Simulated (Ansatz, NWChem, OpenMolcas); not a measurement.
**Errors in the atomisation enthalpy at 298 K**

6 molecules holding an element past argon; the atomisation enthalpy at 298 K in kJ/mol, computed less measured. Shapes, held fixed at every level: PBE0-D4/def2-TZVP. Flexible molecules stand in one conformer, not always the lowest. Thermal terms are harmonic and unscaled (B3LYP/6-31G*, PBE0-D4/def2-TZVP); the spin-orbit lowering of the free atoms is taken from their spectra. Programs: Ansatz 0.2.0, NWChem 7.3.0, OpenMolcas 26.06. A level may come from different programs for different species; with the same settings they agree closely. Measured values: Active Thermochemical Tables, CRC Handbook of Chemistry and Physics, NIST-JANAF tables.

Levels: A = HF/STO-3G; B = B3LYP/6-31G* (spherical functions); C = B3LYP-D4/def2-TZVPP; D = B2PLYP/def2-TZVPP; E = CCSD/def2-TZVPP.

```csv
molecule,from tabulated heats,A,B,C,D,E
H2Se (hydrogen selenide),633,-494,-3,+14,+4,-6
SiH2Br2 (dibromosilane),1300,-2,-64,-17,-26,-55
CBrCl2F (bromodichlorofluoromethane),1391,-541,-75,-40,-51,-132
CH2Br2 (dibromomethane),1373,-166,-35,-17,-28,-72
CHBrClF (bromochlorofluoromethane),1479,-420,-42,-23,-34,-101
C3H7Br (SMILES CCCBr),3875,-218,-24,-10,-48,-140
```

Which level does best on this set, which worst, and which err to one side?


```
                             level                   kind  mean error  mean absolute error  worst case
                         HF/STO-3G           Hartree–Fock      -306.8                306.8     CBrCl2F
B3LYP/6-31G* (spherical functions)          global hybrid       -40.5                 40.5     CBrCl2F
               B3LYP-D4/def2-TZVPP          global hybrid       -15.5                 20.2     CBrCl2F
                 B2PLYP/def2-TZVPP          double hybrid       -30.5                 31.8     CBrCl2F
                   CCSD/def2-TZVPP  coupled cluster or CI       -84.3                 84.3      C3H7Br
```

On this set B3LYP-D4/def2-TZVPP has the smallest mean absolute error and HF/STO-3G the largest. HF/STO-3G is too low in 6 of 6; B3LYP/6-31G* (spherical functions) is too low in 6 of 6; B3LYP-D4/def2-TZVPP is too low in 5 of 6; B2PLYP/def2-TZVPP is too low in 5 of 6; CCSD/def2-TZVPP is too low in 6 of 6. The heats of H2Se, C3H7Br come from older tables and can be uncertain by 10 kJ/mol or more. The molecules' own spin-orbit binding is left out, so errors for heavy halides read too negative. Heats of the atoms come from ATcT where it has them. The levels differ in basis as well as in method. With so many references in doubt the order of the levels isn't settled. The tabulated value of SiH2Br2 is in doubt (older tables, estimates, or at odds with other calculations) and kept here. Over the 5 molecules whose values aren't doubted the mean absolute errors are A 367.8; B 35.8; C 20.8; D 33.0; E 90.2. For B2PLYP/def2-TZVPP and CCSD/def2-TZVPP the error tends to grow with the atomisation enthalpy. Hartree–Fock lacks correlation and underbinds. Correlated wave functions converge slowly with the basis. CCSD also lacks the triples, which bind further. Relativity is left out for Br, Se. Outer-core shells of Br, Se are correlated, in sets that cover them unevenly. The set is small.

Among the three halomethanes the shortfall grows at every level from CH2Br2 through CHBrClF to CBrCl2F, although their atomisation enthalpies lie close together. The error there follows the number of halogens rather than the total binding. Each halogen brings lone pairs close to the other electron pairs around carbon, and the correlation gained on forming the molecule is probably what the finite basis and truncated treatment recover incompletely. The identity of the halogens changes along the series too, so the count alone can't be held responsible.

C3H7Br shows the other route to a large error: with CCSD, modest deficits in many C–C and C–H bonds add up, while B3LYP-D4 misses by only -10.

Hartree–Fock in the minimal basis loses most of the binding in H2Se, far more than missing correlation alone would suggest, which points to a poor description of selenium's valence shell. Its near agreement for SiH2Br2 is therefore probably a cancellation between basis and correlation errors, not a sign that silicon–bromine bonds are well described.
